## Examination question: one silicon atom, ten groups

Each molecule in the table carries a methyl group and one further group, marked *, on the same silicon atom. Use the table and the rules of bonding to answer the eight questions.

Closed-shell singlet molecules *[Si]C (SMILES; * is the varied group, Si the marked atom), computed with Ansatz 0.2.0 in the gas phase at PBE0-D4/def2-TZVP geometries. Orbital levels and gaps are from CAM-B3LYP-D4/def2-TZVPP, dipoles and Mulliken charges from PBE-D4/def2-TZVPP. Electronegativities are on Pauling's scale.

| group * | formula | binding atom | its electronegativity | point group | bond from the marked atom to the group (Å) | sum of bond angles at the marked atom (°) | HOMO (eV) | LUMO (eV) | gap (eV) | dipole (D) | charge of the marked atom (e) |
| --- | --- | --- | --- | --- | --- | --- | --- | --- | --- | --- | --- |
| *H | CH4Si | H | 2.200 | Cs | 1.531 | 94 | -7.59 | -1.42 | 6.17 | 1.18 | 0.12 |
| *C | C2H6Si | C | 2.550 | C2 | 1.896 | 98 | -7.22 | -0.94 | 6.28 | 1.37 | 0.14 |
| *CC | C3H8Si | C | 2.550 | C1 | 1.903 | 100 | -7.12 | -0.90 | 6.22 | 1.47 | 0.12 |
| *S | CH4SSi | S | 2.580 | C1 | 2.131 | 96 | -7.72 | -0.97 | 6.75 | 0.39 | 0.14 |
| *SC | C2H6SSi | S | 2.580 | Cs | 2.121 | 102 | -7.63 | -0.83 | 6.80 | 2.65 | 0.12 |
| *Br | CH3BrSi | Br | 2.960 | Cs | 2.264 | 98 | -7.96 | -1.54 | 6.41 | 1.79 | 0.23 |
| *N | CH5NSi | N | 3.040 | C1 | 1.709 | 99 | -7.32 | 0.03 | 7.35 | 2.03 | 0.11 |
| *N(C)C | C3H9NSi | N | 3.040 | Cs | 1.719 | 102 | -7.18 | -0.05 | 7.13 | 2.19 | 0.02 |
| *Cl | CH3ClSi | Cl | 3.160 | Cs | 2.094 | 98 | -7.97 | -1.39 | 6.57 | 1.68 | 0.25 |
| *OC | C2H6OSi | O | 3.440 | Cs | 1.646 | 103 | -7.43 | -0.41 | 7.02 | 2.26 | 0.19 |

**1. What kind of molecule is this, and what are its HOMO and LUMO?**

The formula of the row *H is CH4Si, two hydrogens fewer than methylsilane. With the methyl group intact, silicon has only two bonds, and the "sum of bond angles" is a single angle of 94 to 103°. Such a molecule is a silylene; small ones like these are short-lived intermediates in silicon chemistry. In the standard picture of its singlet state, the HOMO is mainly a lone pair on silicon, in the plane of the two bonds. The LUMO is mainly the empty silicon 3p orbital, which stands upright on that plane.

**2. Which group gives the widest gap, which the narrowest, and which level makes the difference?**

The amino group, *N, gives the widest gap and hydrogen the narrowest; they differ by 1.18 eV. From *H to *N the HOMO rises by 0.27 eV, but the LUMO rises by 1.45 eV. The empty level makes the difference.

*Remark.* Two limiting cases help in reading every row. If a group only changes the electric potential at silicon, both levels move together and the gap stays. If it acts only on the empty orbital, the LUMO moves alone. The row *C is close to the first limit, with the HOMO up by 0.37 eV and the LUMO by 0.48 eV, and *OC is close to the second.

**3. Does the electronegativity of the binding atom decide the gap?**

It does not. Carbon and sulfur differ by only 0.03 on Pauling's scale, yet the gap of *S is 0.47 eV wider than that of *C. Nitrogen is slightly less electronegative than chlorine, and its gap is 0.78 eV wider.

Another property sorts the rows better. Hydrogen and the two alkyl groups have no lone pair on the binding atom, and their gaps end at 6.28 eV. The other seven groups have one, and their gaps start at 6.41 eV.

**4. How can a filled lone pair raise an empty level?**

Let $\varepsilon_p$ be the energy of the empty silicon 3p orbital, $\varepsilon_n$ that of the neighbour's lone pair, and $\beta$ the coupling between them. With their overlap neglected, the mixed levels $E$ obey

$$(E-\varepsilon_p)(E-\varepsilon_n)=\beta^2 .$$

For weak coupling the upper level stays near $\varepsilon_p$, so $E$ may be replaced by $\varepsilon_p$ in the second bracket:

$$E-\varepsilon_p\approx\frac{\beta^2}{\varepsilon_p-\varepsilon_n}.$$

The LUMO is pushed up, and in this model the lone pair sinks by the same amount. The push vanishes if the orbitals do not overlap or if the lone pair lies very deep. It is strong for a high lone pair on a short bond.

Nitrogen meets both conditions. In the computed structure of *N the amino hydrogens lie in the plane of the silicon bonds, so the nitrogen lone pair stands parallel to the empty 3p orbital. Oxygen holds its lone pair more tightly, which by itself weakens the push, and the gap of *OC is 0.33 eV narrower than that of *N. This is agreement and no proof, because the bond to oxygen is also shorter and the electric potential at silicon differs between the two molecules.

*Remark.* Aminoborane, H2N–BH2, is a simpler system of the same kind: nitrogen shares its lone pair with an empty 2p orbital on boron. The likeness covers the LUMO only, because this boron has no lone pair of its own. The formula also has a failure in the table. Methyl groups should raise the nitrogen lone pair and strengthen the push, yet the LUMO of *N(C)C lies slightly lower than that of *N, for a reason not tested here. The gap is 0.22 eV narrower, mostly because the HOMO is higher.

**5. Chlorine has lone pairs too. Why is the LUMO of *Cl hardly higher than that of *H?**

Two effects cancel. Chlorine draws electrons away through the bond, which lowers the levels of silicon, while its lone pair pushes the LUMO up. The silicon 1s level gives a rough gauge of the first effect, since a core electron takes no part in bonding but feels the potential at the nucleus. Charge handed over by the lone pair raises this level too, so it shows only the net change. In the same calculations the 1s level lies 0.97 eV lower in *Cl than in *H.

Suppose that all silicon levels followed the 1s level. The LUMO of *Cl would then lie at

$$-1.42-0.97=-2.39\ \text{eV}.$$

The computed value is −1.39 eV, higher by 1.00 eV. This estimate has no adjustable constant, but it must be tested on the HOMO as well. There it gives $-7.59-0.97=-8.56$ eV, while the table has −7.97 eV.

The valence levels thus do not follow the core level one to one, and the full 1.00 eV cannot be credited to the lone pair. Had the LUMO fallen only as far as the HOMO did, by 0.38 eV, the push would be 0.41 eV. The two estimates agree on its direction but not on its size. The gap of *Cl is wider than that of *H because the HOMO falls while the LUMO is held in place.

*Remark.* In *OC the silicon 1s level is within 0.05 eV of that of *H, yet the LUMO is 1.01 eV higher, so a changed potential at the nucleus does not account for the rise. In *N the 1s level itself rises by 0.60 eV, so part of the LUMO's rise of 1.45 eV may come from the potential and not from the mixing.

**6. What changes if oxygen is replaced by sulfur, or chlorine by bromine?**

The rows *OC and *SC make a fair pair. In both molecules the two methyl groups lie on the same side of the bond between silicon and the binding atom, and the silicon 1s levels differ by only 0.07 eV. With sulfur the LUMO is 0.42 eV lower and the gap 0.22 eV narrower; the HOMO falls too and takes up the rest.

The formula contains two opposing trends here. The sulfur lone pair lies higher, which favours a stronger push. But the bond to silicon is longer by almost 0.5 Å and the sulfur orbital is more spread out, which weakens $\beta$, and $\beta$ enters squared. The narrower gap suggests that the weaker coupling wins. From chlorine to bromine the gap changes in the same direction, by 0.16 eV.

**7. Can the charges and dipoles show how strongly a group pulls electrons?**

The charges cannot. For *Cl the Mulliken charge of silicon is +0.25 e, but the Löwdin charge from the same calculation is −0.31 e. A quantity whose sign depends on how the electrons are shared out between atoms gives no measure of the pull.

The dipoles need care for another reason. From *S to *SC the dipole grows by 2.26 D, which looks like the effect of a methyl group. Yet from *C to *CC it grows by only 0.10 D. The sulfur molecules differ in shape: the S–H bond points away from the methyl group on silicon, the S–CH3 bond towards it. Such a turn reverses part of the dipole of the sulfur group, so the two values do not isolate the methyl group.

**8. Which digits of the gap can be trusted?**

The order can be trusted further than the values. PBE, a functional without exact exchange, puts all ten gaps in the same order but makes each of them 4.2 to 4.3 eV narrower. That shift is more than three times the whole spread of the table. Neither set of gaps should be read as the photon energy at which the molecule absorbs: a difference between two orbital levels is not a computed excitation energy, and it depends strongly on the functional.

Small differences deserve less weight. The difference between two gaps can change by up to 0.15 eV from one functional to the other, so its second decimal should not be interpreted. The HOMO levels of *Cl and *Br differ by 0.01 eV, which is no chemical difference. The LUMO levels of *N and *N(C)C lie so close to zero that another basis set could change their signs. Their height above the LUMO of *H, well over 1 eV, is the result to keep.

*Remark.* For a neighbouring group, ask first whether the binding atom has a lone pair that can stand parallel to the empty orbital, then how high that pair lies and how short the bond is. The output below lists the level shifts of all ten rows; they are plain differences from *H.

Output of the analysis:

```
Shifts from the row *H in eV and comparison with PBE:
     row  HOMO shift  LUMO shift  gap change  Si 1s shift  PBE gap  gap less PBE gap  Loewdin charge of Si
      *H           0           0           0            0    1.851             4.319                  0.29
      *C        0.37        0.48        0.11       0.3094    2.002             4.278                0.2136
     *CC        0.47        0.52        0.05        0.401    1.954             4.266                0.2633
      *S       -0.13        0.45        0.58      -0.2718    2.564             4.186               -0.2316
     *SC       -0.04        0.59        0.63     -0.02844    2.632             4.168               -0.1965
     *Br       -0.37       -0.12        0.24        -1.05    2.194             4.216               -0.2184
      *N        0.27        1.45        1.18       0.6011    3.073             4.277              -0.03069
  *N(C)C        0.41        1.37        0.96       0.7955    2.911             4.219              0.007323
     *Cl       -0.38        0.03         0.4      -0.9673     2.28              4.29               -0.3094
     *OC        0.16        1.01        0.85       0.0423    2.734             4.286               -0.1336
Widest less narrowest gap (eV): 1.18
Gap of *S less gap of *C (eV): 0.47
Electronegativity of S less that of C: 0.03
Gap of *N less gap of *Cl (eV): 0.78
Electronegativity of N less that of Cl: -0.12
Gap of *N less gap of *OC (eV): 0.33
LUMO of *OC less LUMO of *SC (eV): 0.42
HOMO of *OC less HOMO of *SC (eV): 0.2
Si 1s of *OC less Si 1s of *SC (eV): 0.07074
Bond to S in *SC less bond to O in *OC (angstrom): 0.475
Gap of *OC less gap of *SC (eV): 0.22
LUMO of *Cl less LUMO of *Br (eV): 0.15
HOMO of *Cl less HOMO of *Br (eV): -0.01
Gap of *Cl less gap of *Br (eV): 0.16
Dipole of *SC less dipole of *S (D): 2.26
Dipole of *CC less dipole of *C (D): 0.1
Dipole of *N(C)C less dipole of *N (D): 0.16
LUMO of *N(C)C less LUMO of *N (eV): -0.08
HOMO of *N(C)C less HOMO of *N (eV): 0.14
Gap of *N(C)C less gap of *N (eV): -0.22
Smallest excess of the gap over the PBE gap (eV): 4.168
Largest excess of the gap over the PBE gap (eV): 4.319
Rank correlation of the gaps with the PBE gaps: 1
Rank correlation of Mulliken and Loewdin charges of Si: -0.7091
```
